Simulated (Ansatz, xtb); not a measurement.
Relative energy of two isomers of CH6AlBO

Structure a: `CB[O][AlH2]`, a singlet. Structure b: `B[O][AlH][CH3]`, a singlet. Both are isolated molecules in the gas phase, relaxed with PBE0-D3(BJ)/def2-SVP; the shapes shown needn't be the lowest conformers.

a (Å):

```
atom    x (Å)    y (Å)    z (Å)
   C  -2.2590  -1.4924  -0.7075
  Al   0.3374   1.6068   0.0429
   B  -0.9025  -0.8781  -1.2078
   O  -0.3639   0.2190  -0.6503
   H  -2.1023  -2.5415  -0.4016
   H  -2.7183  -0.9434   0.1280
   H  -2.9788  -1.5380  -1.5433
   H  -0.3004  -1.3999  -2.1331
   H  -0.0677   3.0049  -0.5707
   H   1.3327   1.3874   1.2499
```

b (Å):

```xyz
10

C    -1.9327    1.2470   -0.6521
Al   -0.5999   -0.0741   -1.1509
B     0.2813   -2.1345    0.9113
O    -0.1039   -1.2319    0.0085
H    -0.3142   -3.1928    0.9987
H     1.2237   -1.8925    1.6429
H    -1.5361    2.2697   -0.7700
H    -2.2719    1.1320    0.3888
H    -2.8174    1.1796   -1.3078
H     0.0953   -0.1945   -2.5661
```

Quicker runs give these differences E(b) − E(a): GFN2-xTB +42.73 kJ/mol; HF/STO-3G −29.07 kJ/mol (at GFN2-xTB geometries); r2SCAN-D4/def2-SVP −2.54 kJ/mol (at GFN2-xTB geometries).

Question: Estimate E(b) − E(a) at the level CCSD(T)/def2-SVP + ΔMP2/def2-TZVPP.

Answer: Calculated at CCSD(T)/def2-SVP + ΔMP2/def2-TZVPP: E(b) − E(a) = +4.81 kJ/mol, so structure a lies lower.

Level by level:

```
                             level              geometry  E(b) − E(a) (kJ/mol)  departure from the last row (kJ/mol)  job, with rough time for the two
                          GFN2-xTB              GFN2-xTB                  +42.73                                +37.92              optimisation, 0.32 s
                         HF/STO-3G              GFN2-xTB                  −29.07                                −33.88              single point, 0.24 s
                r2SCAN-D4/def2-SVP              GFN2-xTB                   −2.54                                 −7.35               single point, 2.6 s
              PBE0-D3(BJ)/def2-SVP  PBE0-D3(BJ)/def2-SVP                  +10.30                                 +5.49               optimisation, 2 min
                       HF/def2-SVP  PBE0-D3(BJ)/def2-SVP                  +12.30                                 +7.48           part of the CCSD(T) run
                      MP2/def2-SVP  PBE0-D3(BJ)/def2-SVP                   +9.43                                 +4.61           part of the CCSD(T) run
                  CCSD(T)/def2-SVP  PBE0-D3(BJ)/def2-SVP                  +10.72                                 +5.91                      single point
CCSD(T)/def2-SVP + ΔMP2/def2-TZVPP  PBE0-D3(BJ)/def2-SVP                   +4.81                                                      single point, 12 s
```

As drawn, b has 1 C–Al, 1 B–H in place of 1 C–B, 1 Al–H.

HF/STO-3G, r2SCAN-D4/def2-SVP put the two in the other order. The largest departure from CCSD(T)/def2-SVP + ΔMP2/def2-TZVPP is that of GFN2-xTB, 37.92 kJ/mol. The last row adds to CCSD(T) the change of the MP2 difference between the two basis sets, here −5.91 kJ/mol.

With harmonic frequencies from PBE0-D3(BJ)/def2-SVP (ideal gas, rigid rotor, one conformer each, 298.15 K, 1 atm): on the last row, ΔE + ΔZPE = +5.88 kJ/mol. A mode under 50 cm⁻¹ makes harmonic enthalpies and free energies unreliable, so none is given.

The correlated steps freeze 8 core orbitals. Run with Ansatz 0.2.0, xtb 6.7.1; the last row on 2 threads of Arm Neoverse V1 on a shared host.

The two isomers differ by an exchange of methyl and hydride between boron and aluminium across an intact B–O–Al bridge, so most of the bonding energy cancels and only a slight preference for methyl on boron remains. That preference probably reflects better overlap in the compact C–B bond and hyperconjugation from methyl into the empty boron p orbital, partly offset by the favourable polarity of Al–C and the strength of B–H. Zero-point energy widens the gap to +5.88 kJ/mol, as expected when a stiff B–H stretch replaces a softer Al–H one.

In the def2-SVP basis, Hartree–Fock, MP2 and CCSD(T) nearly agree, so correlation hardly discriminates between the isomers. The basis matters more: its correction of −5.91 kJ/mol exceeds the electronic gap that is left, +4.81 kJ/mol. The calculation therefore supports near-degeneracy more firmly than the order itself, which a still larger basis could plausibly alter.
